## Phase coherence length of a one-dimensional quasicondensate

### Premises and conventions

Bosons of mass $m$ move along $x$ with mean linear density $n$, their transverse motion frozen or following the local density adiabatically. The Hamiltonian is
$$H=\int dx\left[\frac{\hbar^2}{2m}\,\partial_x\psi^\dagger\partial_x\psi+e(\rho)-\mu\rho\right],\qquad \rho=\psi^\dagger\psi ,$$
with a local energy density $e(\rho)$, $\mu=e'(n)$ and $g\equiv e''(n)>0$. For a contact interaction $e=g\rho^2/2$. We define the sound speed by $mc^2=gn$, the healing length $\xi=\hbar/mc$, the parameter $K=\pi n\xi$, and $E_k=\hbar^2k^2/2m$. The normalised one-body correlation function is $g_1(x)=\langle\psi^\dagger(x)\psi(0)\rangle/n$.

A quasicondensate is defined by two conditions. Density fluctuations are small compared with $n$, and the phase changes little from one coarse-graining cell to the next, the cells holding many atoms. The phase difference between distant points may be large. We write $\psi=e^{i\theta}\sqrt\rho$ and $\rho=n+\delta\rho$ with $[\delta\rho(x),\theta(x')]=i\delta(x-x')$. The sign follows from $[\rho(x),e^{i\theta(x')}]=i\cdot i\,\delta(x-x')e^{i\theta}=-\delta(x-x')e^{i\theta}$, so that $\psi$ removes one atom.

### Quadratic Hamiltonian and thermal mode variances

The kinetic energy density is $(\hbar^2/2m)[\rho\,\theta'^2+\rho'^2/4\rho]$. Terms linear in $\delta\rho$ cancel because $\mu=e'(n)$. To second order in $\delta\rho$ and $\theta'$,
$$H_2=\int dx\left[\frac{\hbar^2n}{2m}\theta'^2+\frac{\hbar^2}{8mn}\delta\rho'^2+\frac g2\,\delta\rho^2\right].$$
In a periodic box of length $\mathcal L$ set $\theta=\mathcal L^{-1/2}\sum_k\theta_ke^{ikx}$ and likewise for $\delta\rho$, so that $[\delta\rho_k,\theta_{-k'}]=i\delta_{kk'}$ and
$$H_2=\sum_k\left[\tfrac12A_k|\theta_k|^2+\tfrac12B_k|\delta\rho_k|^2\right],\qquad A_k=2nE_k,\qquad B_k=\frac{E_k+2gn}{2n}.$$
The cosine and sine components of each pair $\pm k$ are independent oscillators of the form $\tfrac12A\theta^2+\tfrac12B\,\delta\rho^2$, with quantum
$$\epsilon_k=\sqrt{A_kB_k}=\sqrt{E_k(E_k+2gn)},$$
the Bogoliubov spectrum, which is $\hbar c|k|$ for $|k|\xi\ll1$. The thermal energy of an oscillator is $\tfrac12\epsilon\coth(\epsilon/2k_BT)$ and is shared equally between the two terms. Hence
$$\langle|\theta_k|^2\rangle=\frac{\epsilon_k}{4nE_k}\coth\frac{\epsilon_k}{2k_BT},\qquad \langle|\delta\rho_k|^2\rangle=\frac{nE_k}{\epsilon_k}\coth\frac{\epsilon_k}{2k_BT},$$
and symmetrised products of $\theta$ with $\delta\rho$ have zero mean. The mode $k=0$ drops out of all differences between two points.

### The correlation function

The operator to be averaged is $\sqrt{\rho(x)}\,e^{-i\theta(x)}e^{i\theta(0)}\sqrt{\rho(0)}$. Three contributions to $\ln g_1$ arise at second order.

*Phase.* The thermal state of $H_2$ is Gaussian and phases at different points commute, so $\langle e^{-i[\theta(x)-\theta(0)]}\rangle=e^{-D(x)/2}$ for any size of
$$D(x)=\langle[\theta(x)-\theta(0)]^2\rangle=\int\frac{dk}{2\pi}\,2(1-\cos kx)\,\langle|\theta_k|^2\rangle .$$

*Density.* With $\sqrt\rho=\sqrt n\,(1+\delta\rho/2n-\delta\rho^2/8n^2)$ the product of the two roots averages to $n\{1-\langle[\delta\rho(x)-\delta\rho(0)]^2\rangle/8n^2\}$.

*Ordering.* The cross terms are $(i/2n)\langle-\delta\rho_x\theta_x+\delta\rho_x\theta_0-\theta_x\delta\rho_0+\theta_0\delta\rho_0\rangle$, the subscript giving the position. Only the commutator survives in each average: $\langle\delta\rho_a\theta_b\rangle=\tfrac i2\delta(a-b)$ and $\langle\theta_b\delta\rho_a\rangle=-\tfrac i2\delta(a-b)$. The sum is $[\delta(0)-\delta(x)]/2n=(1/2n)\int(dk/2\pi)(1-\cos kx)$.

The last two contributions are small once combined with the short-wavelength part of the first, and may be placed in the exponent at this order. Since $(\epsilon^2+E^2)/4E\epsilon=(E+gn)/2\epsilon$,
$$\ln g_1(x)=-\frac1n\int\frac{dk}{2\pi}\,(1-\cos kx)\,F_k,\qquad F_k=\frac{E_k+gn}{2\epsilon_k}\coth\frac{\epsilon_k}{2k_BT}-\frac12 .$$
This is the form obtained by Mora and Castin (2003). The ordering term supplies the $-\tfrac12$, which makes $F_k$ vanish at large $k$ and reduces it to the Bose factor $1/(e^{E_k/k_BT}-1)$ at $g=0$.

### Exponential decay

At small $k$, $\coth y=1/y+y/3-\dots$ gives a leading part
$$k_BT\,\frac{E_k+gn}{\epsilon_k^2}=\frac{k_BT}{2E_k}+\frac{k_BT}{2(E_k+2gn)} ,$$
whose only singular piece is $k_BT/2E_k=mk_BT/\hbar^2k^2$. Split $F_k=mk_BT/\hbar^2k^2+G_k$. The remainder $G_k$ is finite at $k=0$ and falls as $k^{-2}$, so it is integrable and its cosine transform vanishes at large $|x|$. For the singular piece, scaling $k$ and integrating by parts gives $\int_0^\infty dk\,(1-\cos kx)/k^2=|x|\int_0^\infty du\,\sin u/u=\pi|x|/2$, so $\int(dk/2\pi)(1-\cos kx)/k^2=|x|/2$. Therefore
$$\boxed{g_1(x)\to C\,e^{-|x|/l},\qquad l=\frac{2\hbar^2n}{mk_BT}},\qquad \ln C=-\frac1n\int\frac{dk}{2\pi}G_k .$$
The singular piece is the equipartition value $\langle|\theta_k|^2\rangle=k_BT/A_k$ of long-wavelength phonons. It contains the phase stiffness $\hbar^2n/m$ and no trace of $g$. The phase performs a random walk along $x$ with $D=2|x|/l$, so the variance reaches 1 rad² at $l/2$; that length is also in use under the name of phase coherence length.

The prefactor measures everything else. With $q=k\xi$, $t=k_BT/gn$ and $\tilde\epsilon=q\sqrt{1+q^2/4}$,
$$\ln C=-\frac1K\int_0^\infty dq\left[\frac{1+q^2/2}{2\tilde\epsilon}\coth\frac{\tilde\epsilon}{2t}-\frac12-\frac t{q^2}\right].$$
Two limits show where the exponential sets in.

For a classical field only the leading part of $F_k$ is kept. Using $E_k+2gn=(\hbar^2/2m)(k^2+4/\xi^2)$ and $\int(dk/2\pi)\cos kx/(k^2+\kappa^2)=e^{-\kappa|x|}/2\kappa$,
$$\ln g_1=-\frac{|x|}l-\frac{\xi}{2l}\left(1-e^{-2|x|/\xi}\right).$$

For $t\ll1$ only phonons are excited and $F_k\simeq(1/2|k|\xi)\coth(|k|L_T/2)$ with $L_T=\hbar c/k_BT$. The thermal part follows from $\int_0^\infty dk\,\frac{1-\cos kx}{k}\frac2{e^{kL_T}-1}=\ln\frac{\sinh(\pi x/L_T)}{\pi x/L_T}$, which is proved by differentiating in $x$ and summing the geometric series of the Bose factor into the partial fractions of the hyperbolic cotangent. The vacuum part, cut off at $k\sim1/\xi$, is $\ln(x/\xi)$ plus a constant. Both carry the factor $-1/2K$, so $g_1\propto[\sinh(\pi|x|/L_T)]^{-1/2K}$. This is a power law below $L_T$ and an exponential above it, with rate $\pi/2KL_T=mk_BT/2\hbar^2n=1/l$ as before.

The exponential thus holds for $|x|\gg\max(\xi,L_T)$, and $C$ is near 1 when $K\gg1$ and $\xi\ll l$.

### Momentum distribution

The occupation of the plane wave $k$ is the Fourier transform of $ng_1$. With $C=1$,
$$N(k)=n\int dx\,e^{-ikx}e^{-|x|/l}=\frac{2nl}{1+k^2l^2},\qquad\int\frac{dk}{2\pi}N(k)=n .$$
This Lorentzian has half width at half maximum $1/l$ in wave number and full width $2\hbar/l$ in momentum. Its wing $2n/lk^2=mk_BT/\hbar^2k^2$ equals the singular part of $F_k$. The form holds for $|k|\ll\min(1/\xi,1/L_T)$; beyond that $N(k)\simeq F_k$.

### Leading correction to the decay rate

The neglected cubic term $\delta\rho\,\theta'^2$ changes the stiffness. For a classical field its effect can be found directly. At a fixed profile $\rho(x)$ the Boltzmann weight is Gaussian in $\theta'$, with independent values at different points, so
$$\langle e^{-i\Delta\theta}\rangle_\rho=\exp\left[-\frac{mk_BT}{2\hbar^2}\int_0^{x}\frac{dx'}{\rho(x')}\right].$$
Averaging over $\rho$ replaces $1/n$ by $\langle1/\rho\rangle\simeq(1+\langle\delta\rho^2\rangle/n^2)/n$. The variance is $\int(dk/2\pi)\,k_BT/B_k$, which gives
$$\frac{\langle\delta\rho^2\rangle}{n^2}=\frac{k_BT}{\hbar nc}=\frac{2\xi}l .$$
The second cumulant of the exponent contributes only at relative order $(\xi/l)^2$. The decay rate is therefore larger than $1/l$ by the fraction $2\xi/l$ in a classical field. This estimate assigns $k_BT$ also to modes with $\epsilon_k>k_BT$, so for $k_BT\lesssim gn$ it indicates the order of size only. The same ratio is the small parameter of the premises: the quasicondensate exists for $k_BT\ll\hbar nc$.

### Trapped clouds and the temperature $T_\phi$

For a cloud along $z$ with linear density $n_1(z)$, the same Gaussian argument applies with the weight $\exp[-\int dz\,\hbar^2n_1\theta'^2/2mk_BT]$. The ends are open, so no constraint links the gradients, and
$$D(z,z')=\frac{mk_BT}{\hbar^2}\left|\int_{z'}^{z}\frac{dz''}{n_1(z'')}\right| .$$
Equipartition needs $k_BT\gg\hbar\omega_z$ and separations beyond the local $L_T$ and $\xi$.

The formula extends to an elongated three-dimensional condensate ($\omega_z\ll\omega_\perp$, $\mu\gg\hbar\omega_\perp$). The flow energy is $\int d^3r\,(\hbar^2n_3/2m)(\nabla\theta)^2$. Modes with energy far below $\hbar\omega_\perp$ have a phase uniform across the radius, and for them the radial integral turns $n_3$ into $n_1$. Radially excited branches are gapped by an energy of order $\hbar\omega_\perp$, have no $1/k^2$ singularity, and add only a constant to $D$ at large separation. The Thomas–Fermi density of $N$ condensed atoms is $n_3=n_{3}(0)(1-r^2/R^2-z^2/L^2)$ with $\mu=\tfrac12m\omega_z^2L^2$. The radial integral gives $n_1=\tfrac\pi2R^2n_3(0)(1-z^2/L^2)^2$, and $\int_{-1}^1(1-s^2)^2ds=16/15$ fixes
$$n_1(z)=\frac{15N}{16L}\left(1-\frac{z^2}{L^2}\right)^2 .$$
Near the centre $D=(T/T_\phi)|z-z'|/L$, where $k_BT_\phi=\hbar^2n_1(0)/mL$. Inserting $mL^2=2\mu/\omega_z^2$,
$$\boxed{k_BT_\phi=\frac{15N(\hbar\omega_z)^2}{32\mu}},$$
the result of Petrov, Shlyapnikov and Walraven (2001). For two points placed symmetrically at $\pm sL$ the integral is elementary:
$$D=\frac T{T_\phi}\left[\frac s{1-s^2}+\operatorname{artanh}s\right].$$
At $T=T_\phi$ the central rate of phase diffusion accumulates 1 rad² over the half length $L$. In terms of the decay length of $g_1$ at the centre, $l=2LT_\phi/T$. The temperature $T_\phi$ marks a crossover and no phase transition. Well below it the cloud has a common phase; between $T_\phi$ and the condensation temperature it has a smooth density and a fluctuating phase. For $T\gg T_\phi$ the momentum distribution is a sum of local Lorentzians of half width $1/l(z)\propto1/n_1(z)$ weighted by $n_1(z)$, which is not a single Lorentzian.

### Two quasicondensates: the relative phase

A double-well potential splits one cloud lengthwise into two parallel gases. Their interference after release measures $\psi_1^\dagger\psi_2$, and thus the relative phase $\varphi=\theta_1-\theta_2$ along $x$. Without tunnelling, and with each gas in equilibrium, the phases are independent and the variances add:
$$\mathcal C(x)=\langle\cos[\varphi(x)-\varphi(0)]\rangle=e^{-(D_1+D_2)/2}=e^{-|x|/l_{\rm rel}},\qquad\frac1{l_{\rm rel}}=\frac1{l_1}+\frac1{l_2}.$$
For equal density $n$ in each gas and a common temperature,
$$\boxed{l_{\rm rel}=\frac{\hbar^2n}{mk_BT}=\frac l2}.$$
This is a quarter of the coherence length of a single gas of density $2n$ at the same temperature. For two harmonically trapped clouds the relative variance reaches 1 rad² over $L$ at $T_\phi/2$, with $T_\phi$ evaluated for one cloud. The mean squared fringe contrast after integration over a length $s_0$ is
$$\langle\mathcal V^2\rangle=\frac1{s_0^2}\iint_0^{s_0}dx\,dx'\,e^{-|x-x'|/l_{\rm rel}}=\frac2{r^2}\left(r-1+e^{-r}\right),\qquad r=\frac{s_0}{l_{\rm rel}} .$$

A fast coherent split does not prepare this equilibrium. Put $\theta_{1,2}=\theta_+\pm\varphi/2$ and $\delta\rho_{1,2}=\delta\rho_+/2\pm\nu$. Then $[\nu(x),\varphi(x')]=i\delta(x-x')$, the sum of the two quadratic Hamiltonians separates, and for $k\xi\ll1$ the relative part is
$$H_-=\int dx\left[\frac{\hbar^2n}{4m}\varphi'^2+g\nu^2\right],\qquad A_k=\frac{\hbar^2nk^2}{2m},\quad B=2g,\quad\sqrt{A_kB}=\hbar c|k| .$$
In an ideal sudden split each atom goes to either well with probability $\tfrac12$. A cell with $M$ atoms has binomial variance $M/4$ in half the number difference, so $\langle|\nu_k|^2\rangle_0=2n/4=n/2$ for all $k$, whatever the temperature of the parent gas. Both gases inherit the same phase profile, and $\varphi$ has the minimum-uncertainty variance $1/2n$. Its energy $A_k/4n$ is smaller than the density energy $\tfrac12B\,n/2=gn/2$ by the factor $k^2\xi^2/4$ and is dropped. The equations $\hbar\dot\varphi_k=-B\nu_k$, $\hbar\dot\nu_k=A_k\varphi_k$ give, at time $\tau$ after the split,
$$\langle|\varphi_k(\tau)|^2\rangle=\frac B{A_k}\frac n2\sin^2ck\tau=\frac{mg}{\hbar^2k^2}(1-\cos2ck\tau).$$
The product $(1-\cos a)(1-\cos b)$ equals $(1-\cos a)+(1-\cos b)-\tfrac12[1-\cos(a+b)]-\tfrac12[1-\cos(a-b)]$. The integral used above, with $y=2c\tau$, then yields $|x|/2+y/2-|x+y|/4-|x-y|/4=\tfrac12\min(|x|,y)$. Hence
$$\mathcal C(x,\tau)=\exp\left[-\frac{\min(|x|,2c\tau)}{l_{\rm eff}}\right],\qquad l_{\rm eff}=\frac{2\hbar^2}{mg}=2n\xi^2 .$$
Inside the cone $|x|<2c\tau$ the correlation is stationary and has the thermal form $l_{\rm eff}=\hbar^2n/mk_BT_{\rm eff}$ with $k_BT_{\rm eff}=gn/2$, the energy given to every relative mode. Unlike $l_{\rm rel}$, this prethermal length depends on $g$.

### Range of validity

1. Weak interaction: $\gamma=mg/\hbar^2n=1/(n\xi)^2\ll1$, equivalently $K\gg1$.
2. Small density fluctuations: $k_BT\ll\hbar nc$, equivalently $2\xi/l\ll1$, which is also the size of the classical-field correction to $1/l$.
3. Distances $\max(\xi,L_T)\ll|x|$, and small against the scale on which $n_1$ varies; otherwise the integral over $1/n_1$ replaces $|x|/n$.
4. Few atoms in transversely excited states; $n$ and $N$ count the atoms of the quasicondensate. The formula for $T_\phi$ needs in addition $\mu\gg\hbar\omega_\perp\gg\hbar\omega_z$ and $k_BT\gg\hbar\omega_z$.
5. Negligible tunnelling. A coupling $-\hbar J\int(\psi_1^\dagger\psi_2+\text{h.c.})\,dx\simeq-2\hbar Jn\int\cos\varphi\,dx$ adds $2\hbar Jn$ to $A_k$ at quadratic order, so $k^2\to k^2+l_J^{-2}$ with $l_J=\sqrt{\hbar/4mJ}$. The uncoupled results need $|x|\ll l_J$.
6. The prethermal form needs a balanced split that is fast compared with the periods of the modes concerned, and times short against the anharmonic exchange of energy between relative and common modes and against the transit time of sound along the cloud.

### Illustration: a split pair of $^{87}$Rb gases

Take as inputs $m=86.909$ u, an approximate scattering length $a=5.3$ nm, and values typical of atom-chip double wells: $n=40\ \mu\text{m}^{-1}$ in each gas, $\omega_\perp=2\pi\times2$ kHz, $T=30$ nK. Then $\hbar^2/mk_B=5.58$ nK µm² and
$$l=15\ \mu\text{m},\qquad l_{\rm rel}=7.4\ \mu\text{m}.$$
The Lorentzian of one gas has a velocity half width $\hbar/ml=0.049$ mm/s.

The remaining quantities need $g$. Since $an=0.21$ is not small, the transverse wave function broadens. A Gaussian of width $\sigma=s\sqrt{\hbar/m\omega_\perp}$, with density $\propto e^{-r^2/\sigma^2}$ and three-dimensional coupling $4\pi\hbar^2a/m$, has energy per atom $\hbar\omega_\perp[(s^2+s^{-2})/2+an/s^2]$. The minimum lies at $s^4=1+2an$, so $e=n\hbar\omega_\perp\sqrt{1+2an}$ and
$$gn=ne''(n)=\hbar\omega_\perp\,\frac{an(2+3an)}{(1+2an)^{3/2}}=0.33\,\hbar\omega_\perp .$$
This is 22 per cent below the frozen-mode value $2an\,\hbar\omega_\perp=0.42\,\hbar\omega_\perp$, a correction that leaves $l$ and $l_{\rm rel}$ untouched. With $\hbar\omega_\perp/k_B=96$ nK one finds $gn/k_B=32$ nK, $\xi=0.42\ \mu$m, $c=1.7$ mm/s, $L_T=0.44\ \mu$m, $K=53$, $\gamma=3.5\times10^{-3}$ and $t=0.95$.

The conditions hold. The integral for the prefactor gives $\ln C=+0.015$ per gas, against $-0.014$ for a classical field, so the amplitude is close to 1 either way. The classical-field correction to the decay rate is $2\xi/l\approx6$ per cent, which limits the lengths to two figures at best. Counting the two lowest excited transverse bands as free-particle bands lying $\hbar\omega_\perp$ above the chemical potential gives a density $2e^{-\hbar\omega_\perp/k_BT}/\lambda_{\rm dB}\approx0.08\ \mu\text{m}^{-1}$, with $\lambda_{\rm dB}=\sqrt{2\pi\hbar^2/mk_BT}=1.1\ \mu$m, negligible beside $n$. For an observed length $s_0=50\ \mu$m, tunnelling is negligible if $J\ll\hbar/4ms_0^2=0.073\ \text{s}^{-1}$.

An ideal sudden split ending at the same density gives $T_{\rm eff}=16$ nK and $l_{\rm eff}=14\ \mu$m, established over the whole of $s_0$ after $s_0/2c=14$ ms. The model's mean squared contrast over 50 µm is then 0.41, with $r=s_0/l_{\rm eff}=3.5$, against 0.25 with $r=6.7$ for two independent gases in equilibrium at 30 nK. These numbers belong to the homogeneous model with the assumed inputs.